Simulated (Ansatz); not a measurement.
# A series in volume scale on C

Results calculated with Ansatz 0.2.0, not measured. Periodic Kohn-Sham DFT of a crystal at fixed atoms, scaled to volume_scale times the given cell; pressure positive in compression, energy less spherical unpolarised free atoms, largest_vzz the field gradient of largest size among the nuclei.

The cell before it is scaled or strained (space group Fd-3m, No. 227):
```
cell vectors (Å)
   0.0000     1.7834     1.7834
   1.7834     0.0000     1.7834
   1.7834     1.7834     0.0000
atoms (fractions of the cell vectors)
C   0.50000  0.50000  0.50000
C   0.75000  0.75000  0.75000
```

Settings of every row: method all-electron LAPW; functional LDA; relativity scalar; k mesh 20x20x20; filling fermi-dirac; smearing width 0.08 eV; basis error target 0.5 meV/atom; nucleus gaussian.

Atom start moment: 0 on all atoms.

Limits: cell far from its zero-pressure volume.

| row | volume scale | V (Å³/atom) | energy less free atoms (eV/atom) | pressure (GPa) |
| --- | --- | --- | --- | --- |
| 1 | 0.94 | 5.332 | -10.1375 | 16.131 |
| 2 | 0.95 | 5.389 | -10.1422 | 10.676 |
| 3 | 0.96 | 5.445 | -10.1451 | 5.476 |
| 4 | 0.98 | 5.559 | -10.1455 | -4.205 |
| 5 | 0.99 | 5.615 | -10.1432 | -8.71 |
| 6 | 1 | 5.672 | -10.1393 | -13.004 |
| 7 | 1.01 | 5.729 | ? | ? |
| 8 | 1.02 | 5.786 | -10.1272 | -21.001 |
| 9 | 1.04 | 5.899 | -10.1098 | -28.267 |
| 10 | 1.05 | 5.956 | -10.0991 | -31.647 |
| 11 | 1.06 | 6.012 | -10.0874 | -34.868 |

Question: what energy less free atoms and pressure should row 7 give?

Worked fit of energy less free atoms. Take u = (V_r/V)^(2/3) − 1 with V_r = 5.6435 Å³ an atom, which is twice the finite (Eulerian) strain; such expansions in the strain, on which the Birch-Murnaghan equation of state is built, carry the rest volume and the bulk modulus. The shown rows have u = 0.03858, 0.03124, 0.02416, 0.01011, 0.00338, -0.00335, -0.01649, -0.02909, -0.03529, -0.04129. Least squares give energy less free atoms = −10.14148 − 0.5774 × u + 17.682 × u² eV/atom; a straight line predicts inner rows, each left out in turn, worse (root mean square 0.01 against 6e-05 eV/atom). The rows lie off it by -0.0001, 0.0001, 0.0000, 0.0000, 0.0000, 0.0000, 0.0000, -0.0001, 0.0000, 0.0001. Its lowest point lies at u = 0.0163, or V = 5.508 Å³ an atom, and the curvature there gives the bulk modulus at fixed shape and fractions, B = (4/9)(1 + u)² E″(u)/V = 472 GPa. The withheld row has u = -0.00997, so the fit gives −10.14148 − 0.5774 × (-0.00997) + 17.682 × (-0.00997)² = -10.1340 eV/atom.

The calculation gave -10.134 eV/atom. The fit meets it to the printed digit.

Worked fit of pressure. Take u = (V_r/V)^(2/3) − 1 with V_r = 5.6435 Å³ an atom, which is twice the finite (Eulerian) strain; such expansions in the strain, on which the Birch-Murnaghan equation of state is built, carry the rest volume and the bulk modulus. The shown rows have u = 0.03858, 0.03124, 0.02416, 0.01011, 0.00338, -0.00335, -0.01649, -0.02909, -0.03529, -0.04129. Least squares give pressure = −10.8613 + 642.018 × u + 1488.13 × u² GPa; a straight line predicts inner rows, each left out in turn, worse (root mean square 0.85 against 0.037 GPa). The rows lie off it by 0.008, 0.028, -0.042, 0.013, -0.036, -0.009, 0.043, 0.011, 0.018, -0.035 (root mean square 0.028 GPa). The pressure vanishes at u = 0.0163, or V = 5.508 Å³ an atom, and there the bulk modulus at fixed shape and fractions is B = −V dP/dV = (2/3)(1 + u) dP/du = 468 GPa. The withheld row has u = -0.00997, so the fit gives −10.8613 + 642.018 × (-0.00997) + 1488.13 × (-0.00997)² = -17.114 GPa.

The calculation gave -17.098 GPa. The fit lies 0.016 GPa (0.031 % of the column's range) below it; its largest miss of a shown row is 0.043 GPa.
